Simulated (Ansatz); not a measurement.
**Ligand exchange: C2H6AlBr + CH2ClF → C2H7Al + CHBrClF**

Species: C2H6AlBr `C[CH2][AlH][Br]`, singlet; CH2ClF `FCCl`, singlet; C2H7Al `C[CH2][AlH2]`, singlet; CHBrClF (bromochlorofluoromethane) `FC(Cl)Br`, singlet. The partners trade Br for H: Al–Br and C–H bonds give way to Al–H and C–Br.

Shapes, held fixed at every level: PBE0-D4/def2-TZVP. Flexible molecules stand in one conformer, not always the lowest. Programs: Ansatz 0.2.0. The zero-point and thermal change to 298 K, harmonic and unscaled (PBE0-D4/def2-TZVP), is -14.1 kJ/mol.

(1) Estimate ΔH(298 K) of this reaction.

Results:

(1) The highest level, CCSD(T)/def2-TZVPP, gives ΔH(298 K) = +230.2 kJ/mol; the levels span +212.0 to +258.2. The column of differences is taken from that level and isn't an error. No measured value is set beside it here. Relativity is left out for Br unless named. Correlated rows may include outer-core shells of Br, which these sets cover unevenly. Times are processor times on shared x86 and Arm servers, and rough.

| level | kind | ΔH(298 K) (kJ/mol) | less CCSD(T)/def2-TZVPP | CPU time (sum over the molecules) |
| --- | --- | --- | --- | --- |
| HF/def2-SVP | Hartree–Fock | +258.2 | +28.0 | – |
| SPW92/def2-TZVPP | LDA | +212.0 | -18.2 | 8.4 s |
| r2SCAN-D4/def2-TZVPP | meta-GGA | +228.9 | -1.3 | 27 s |
| PBE0-D4/def2-TZVPP | global hybrid | +228.5 | -1.7 | 17 s |
| r2SCAN0-D4/def2-TZVPP | global hybrid | +237.3 | +7.1 | 26 s |
| CCSD(T)/def2-SVP | coupled cluster or CI | +232.6 | +2.4 | 21 s |
| CCSD/def2-TZVPP | coupled cluster or CI | +234.5 | +4.3 | – |
| CCSD(T)/def2-TZVPP | coupled cluster or CI | +230.2 | 0.0 | 5.9 min |

Moving bromine from aluminium to carbon is strongly uphill at every level, so the sign of the reaction enthalpy is secure. The exchange gives up two strong bonds, Al–Br and C–H, for two weaker ones. Bromine suits electropositive aluminium: the bond is highly polar, and the halogen lone pairs can donate into the formally empty Al 3p orbital. Carbon offers neither advantage to the same degree, while hydrogen binds better to carbon than to aluminium. Read backwards, the reaction is the familiar reduction of a carbon–halogen bond by an aluminium hydride, driven by the same preferences.

In the smaller basis, going from Hartree–Fock to CCSD(T) lowers the enthalpy from +258.2 to +232.6 kJ/mol, so correlation favours the products overall but leaves most of the endothermicity in place. Enlarging the basis changes the coupled-cluster value far less. These enthalpies describe separate monomers; organoaluminium hydrides and halides commonly associate through bridging ligands, which could shift the balance in the condensed phase.
